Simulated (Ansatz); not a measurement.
Which isomer of C2H3Ga gives these data?

These gas-phase data were calculated for one isomer of C2H3Ga at PBE-D3(BJ)/def2-SVP (harmonic, unscaled wavenumbers; equilibrium rotational constants with average atomic masses):

- rotational constants: 42.18, 4.169, 3.794 GHz
- all wavenumbers above 1500 cm⁻¹: 3067, 3043, 2971, 1570
- dipole moment: 0.49 D (PBE0/def2-TZVPD)

Candidates:

(1) `C=[CH][Ga]`, a singlet
(2) `C#[C][GaH2]`, a singlet

Problem. Which candidate do the data belong to?

Solution. Candidate (1). No mode falls between 3300 and 3560 cm⁻¹, where the ≡C–H stretch of (2) would stand.

The same quantities for all candidates:

|  | rotational constants (GHz) | wavenumbers above 1500 cm⁻¹ | dipole (D) | E above the lowest, PBE-D3(BJ)/def2-SVP (kcal/mol) |
| --- | --- | --- | --- | --- |
| (1) | 42.18, 4.169, 3.794 | 3067, 3043, 2971, 1570 | 0.49 | 0.0 |
| (2) | 130.1, 3.581, 3.485 | 3384, 2051, 1945, 1941 | 0.17 | 26.8 |

Programs: Ansatz 0.2.0.

The assignment doesn't rest on the missing alkynyl C–H stretch alone. The band at 1570 cm⁻¹ fits a C=C stretch lowered by the heavy, electropositive metal, whereas (2) has its C≡C stretch at 2051 cm⁻¹ and two Ga–H stretches just below it, a region that is empty in the data. The largest rotational constant is independent evidence: in (2) the heavy atoms lie on one line and only the two gallium-bound hydrogens contribute to the moment about it, while the bent C=C–Ga skeleton of (1) puts carbon off the axis and brings the constant down to 42.18 GHz.

The energy order reflects a change of oxidation state. Vinylgallium is a Ga(I) compound that keeps its 4s pair, while the ethynyl dihydride is Ga(III). Going from (2) to (1) trades two rather weak Ga–H bonds and a C–C π bond for two strong C–H bonds, which probably accounts for most of the 26.8 kcal/mol. This gap says nothing about the barrier between the two isomers.
